**Question.** Bismuth telluride, BiTe, is given the rocksalt structure, in which each Bi atom has six Te neighbours along the cubic axes. Its electronic levels, calculated without spin-orbit coupling and with no magnetic moment allowed, are listed from the Fermi level (energy zero) at points k of the Brillouin zone.

Kohn–Sham levels of rocksalt BiTe, calculated with Ansatz 0.2.0 (plane-wave PAW, PBEsol on PBE datasets, scalar-relativistic, no spin polarization) in the relaxed cell, with a 420 eV cutoff, 8 × 8 × 8 k points and 0.05 eV Gaussian smearing. Energies are relative to the Fermi level, and degenerate levels are repeated; |k| is the distance to the nearest reciprocal lattice point, and n/a marks a level not solved.

| k-point | k in reciprocal vectors | |k| (1/Å) | level 4 below (eV) | level 3 below (eV) | level 2 below (eV) | level 1 below (eV) | level 1 above (eV) | level 2 above (eV) | level 3 above (eV) |
| --- | --- | --- | --- | --- | --- | --- | --- | --- | --- |
| Gamma | 0 0 0 | 0.000 | -7.97 | -2.61 | -2.61 | -2.61 | 2.26 | 2.26 | 2.26 |
| L | 0.5 0.5 0.5 | 0.852 | -1.57 | -0.85 | -0.65 | -0.65 | 7.34 | 7.90 | n/a |
| X | 0.5 0 0.5 | 0.983 | -9.93 | -5.91 | -4.17 | -4.17 | 2.07 | 3.80 | 3.80 |
| U | 0.625 0.25 0.625 | 1.043 | -10.74 | -5.52 | -3.65 | -3.56 | 2.11 | 2.11 | 3.75 |
| K | 0.375 0.375 0.75 | 1.043 | -10.74 | -5.52 | -3.65 | -3.56 | 2.11 | 2.11 | 3.75 |
| W | 0.5 0.25 0.75 | 1.100 | -5.18 | -5.18 | -1.57 | -0.24 | 4.07 | 4.07 | 5.20 |
| midway | 0.25 0.25 0.25 | 0.426 | -9.29 | -2.41 | -2.41 | -2.12 | 0.50 | 0.68 | 0.68 |
| midway | 0.25 0 0.25 | 0.492 | -9.19 | -3.49 | -3.49 | -2.84 | 0.93 | 2.85 | 2.85 |
| midway | 0.188 0.188 0.375 | 0.522 | -1.81 | -1.51 | -0.42 | -0.33 | 2.83 | 4.65 | 5.49 |
| midway | 0.5 0.375 0.625 | 0.920 | ? | ? | ? | ? | ? | ? | ? |
| midway | 0.562 0.125 0.562 | 0.999 | ? | ? | ? | ? | ? | ? | ? |
| midway | 0.5 0.125 0.625 | 1.014 | ? | ? | ? | ? | ? | ? | ? |

(a) Explain why the number of filled p levels changes from point to point. (b) Forecast the filled p levels and the lowest empty level at the three unread points, which lie midway between L and W, X and U, and X and W. (c) Compare the forecasts with the calculation.

**Model answer to (a).** A p orbital on Bi overlaps with the Te p orbitals that point in the same direction: head-on with two neighbours and sideways with four. Each direction x, y, z therefore gives one pair of levels, a lower bonding one and an upper antibonding one. Their separation depends on how the wave's phase changes from atom to atom.

At Γ the wave has the same phase on all neighbours. Head-on and sideways overlap partly oppose each other there, yet the pairs stay wide open. At L the contributions from opposite neighbours cancel, so Bi p and Te p don't mix. The upper levels are then no longer pushed up, and all six p levels lie below the Fermi level. At W only one of the three directions loses its coupling, which leaves four p levels filled.

A column thus doesn't follow one band: level 1 below is a bonding level at X, but at W it is the upper of the two levels left without p–p coupling. The known points seem to leave a gap between −0.24 and 0.50 eV, but this only reflects their sparseness. Bi brings five valence electrons and Te six, and an odd number can't fill whole bands when each holds two electrons. The calculated crystal must be a metal.

**Model answer to (b).** Let k₁, k₂, k₃ be the printed components. The Cartesian ones, in units of 2π/a with a the cube edge, are

kx = −k₁ + k₂ + k₃, ky = k₁ − k₂ + k₃, kz = k₁ + k₂ − k₃.

For the x direction the coupling and the two levels are

g = S cos(πkx) − P[cos(πky) + cos(πkz)], E = E₀ ± √(D² + g²),

and likewise for y and z. S measures head-on and P sideways overlap, which has the opposite sign; D is half the separation of the uncoupled levels, and E₀ is their mean.

Three points supply the constants. The uncoupled levels at W lie 1.33 eV apart, so D = 0.665 eV. The degenerate pairs at X then give S = 3.93 eV, and Γ, where the coupling is S − 2P, gives P = 0.79 eV. The outer levels at W, not used so far, test the result: the model separates them by 9.5 eV, the calculation by 9.25 eV.

Now take the point midway between L and W. Its Cartesian components are ½, ¾, ¼, with cosines 0, −0.707 and 0.707. For x the coupling vanishes, as at W. For y and z its size is 0.707 × (3.93 + 0.79) = 3.34 eV, so these levels lie √(0.665² + 3.34²) = 3.4 eV above and below E₀.

The real mean isn't constant, probably because s levels and more distant neighbours also mix in. I therefore fitted a least-squares line between model and calculation for each of levels 1, 2 and 3 below, using eight known points; K merely repeats U. For level 3 the line gives −0.97 − 0.857 × 3.4 = −3.9 eV. Some known points fit these lines poorly: level 1 midway between Γ and X comes out 0.49 eV too high, and level 3 at Γ 0.45 eV too low.

For the lowest empty level, the model was lowered by one average shift taken from six known points. L was left out because its empty levels lie above all six p levels. X was left out because its level at 2.07 eV probably doesn't belong to the p set, whose upper members there would be the pair at 3.80 eV and one higher still. I assumed that this extra level stays flat near X. The deep level 4 near X lies outside the model; its forecast is a rough value in line with −9.93 eV at X and −10.74 eV at U.

The forecasts, in eV, carry a margin of ±0.5 for filled p levels unless noted:

- **Midway L–W:** four p levels filled. Levels 4 and 3 below near −3.9 (±0.6), level 2 near −1.6, level 1 near −0.45 and still filled; lowest empty 2.7 (±0.7).
- **Midway X–U:** three p levels filled, near −5.6, −4.0 and −4.0. Level 4 is a deep one near −10 (±0.6); lowest empty 2.1 (±0.7).
- **Midway X–W:** three p levels filled, near −5.5, −4.3 and −3.3. Level 4 is deep, near −10 (±0.6); lowest empty 2.1 (±0.7).

**Model answer to (c).**

The withheld rows as computed:

| k-point | k in reciprocal vectors | |k| (1/Å) | level 4 below (eV) | level 3 below (eV) | level 2 below (eV) | level 1 below (eV) | level 1 above (eV) | level 2 above (eV) | level 3 above (eV) |
| --- | --- | --- | --- | --- | --- | --- | --- | --- | --- |
| midway | 0.5 0.375 0.625 | 0.920 | -4.12 | -4.05 | -1.71 | -0.50 | 2.12 | 2.36 | 5.66 |
| midway | 0.562 0.125 0.562 | 0.999 | -10.17 | -5.81 | -4.03 | -4.00 | 2.41 | 3.25 | 3.36 |
| midway | 0.5 0.125 0.625 | 1.014 | -10.34 | -5.71 | -4.51 | -3.25 | 1.99 | 2.76 | 4.07 |

All forecasts fall within their margins, and those for the filled p levels miss by about 0.2 eV at most. Midway between L and W the calculation also shows the predicted near-degeneracy, with levels at −4.12 and −4.05 eV. The y and z directions have couplings of equal size there, so their bonding levels nearly coincide.

The empty levels are described less well. Midway between L and W the lowest one lies at 2.12 eV, almost 0.6 eV below the forecast. One average shift is too crude for antibonding levels, which probably mix with higher conduction levels by an amount that varies with k.

**Remarks on the reasoning.** A hit earns credit for the model only where a simpler guess would have failed. For level 1 midway between L and W, the average of the two end values also gives −0.45 eV. For level 3 the same average gives −3.0 eV, about 1 eV too high, because the column changes band on the way. Here the model does better, partly because it counts the bands correctly. Midway between X and U, plain averages of the end values do about as well as the model for all three filled p levels, so those hits earn it little credit.

The assumption of a flat extra level near X deserves less credit than its margin suggests. Midway between X and U the lowest empty level is at 2.41 eV, higher than at either end. Further points calculated on the way from X to U show why: the extra level climbs away from X, while the pair of antibonding p levels above it descends towards 2.11 eV at U. The good value midway between X and W may then belong to a descending p level, and so be right for the wrong reason.

These forecasts concern a simplified crystal. Ordinary BiTe is layered, and spin-orbit coupling, of order 1 eV for Bi 6p, would split several of the degenerate levels and could shift the crossings at the Fermi level. Within the calculation itself, the character of the level at 2.07 eV at X can be settled by following its band back to Γ. There it joins a twofold level near 4.6 eV, whereas in this cubic crystal s levels are single at Γ and p levels threefold. On the way it crosses an antibonding p level without being repelled, so the two differ in symmetry. The extra level is therefore d-like, and a model built from p orbitals alone can't contain it.
